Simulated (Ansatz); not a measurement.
# Strength of the B–O bond: C2H9BO → C2H6O + BH3

Species: C2H9BO `[BH3-][O+](C)C`, singlet; C2H6O `COC`, singlet; BH3 (borane) `B`, singlet. 

Shapes, held fixed at every level: PBE0-D4/def2-TZVP. Programs: Ansatz 0.2.0. The zero-point and thermal change to 298 K, harmonic and unscaled (PBE0-D4/def2-TZVP), is -13.5 kJ/mol.

```tsv
level	kind	ΔH(298 K) (kJ/mol)	less CCSD(T)/CBS estimate
HF/def2-TZVPP	Hartree–Fock	+27.1	-53.6
r2SCAN-D4/def2-TZVPP	meta-GGA	+86.8	+6.1
B2PLYP/def2-TZVPP	double hybrid	+70.1	-10.6
MP2/def2-SVP	perturbation theory	+89.9	+9.2
MP2/def2-TZVPP	perturbation theory	+86.3	+5.6
CCSD(T)/def2-SVP	coupled cluster or CI	+86.0	+5.3
CCSD(T)/def2-TZVPP	coupled cluster or CI	+82.4	+1.7
CCSD(T)/CBS estimate	coupled cluster or CI	+80.7	0.0
```

The highest level, CCSD(T)/CBS estimate, gives ΔH(298 K) = +80.7 kJ/mol; the levels span +27.1 to +89.9. A fragment pairs its electrons up again, so this isn't a typical strength of such a bond. The column of differences is taken from that level and isn't an error. No measured value is set beside it here. The CBS estimate extrapolates MP2 from def2-TZVPP and def2-QZVPP and adds CCSD(T) − MP2 in the triple-zeta set, cores frozen.

The B–O link is a dative bond: an oxygen lone pair of dimethyl ether donates into the empty boron p orbital of borane, and cleavage returns both electrons to oxygen, leaving two neutral closed-shell molecules. The enthalpy of +80.7 kJ/mol is a net value, because relaxation of the pyramidal BH3 unit to planarity repays part of the cost of separation. Oxygen's high electronegativity holds the lone pair tightly, which makes ethers weaker donors towards borane than comparable amines.

Electron correlation supplies most of the binding. In the same basis, the enthalpy rises from +27.1 kJ/mol with Hartree–Fock to +86.3 with MP2, while coupled cluster trims this only slightly to +82.4. Both correlated wavefunction methods bind less strongly in the triple-zeta than in the double-zeta set, probably because basis-set superposition error shrinks. The results support an adduct that is enthalpically bound with respect to these fragments, but not its persistence in the gas phase, where the entropy gained on dissociation favours separation.
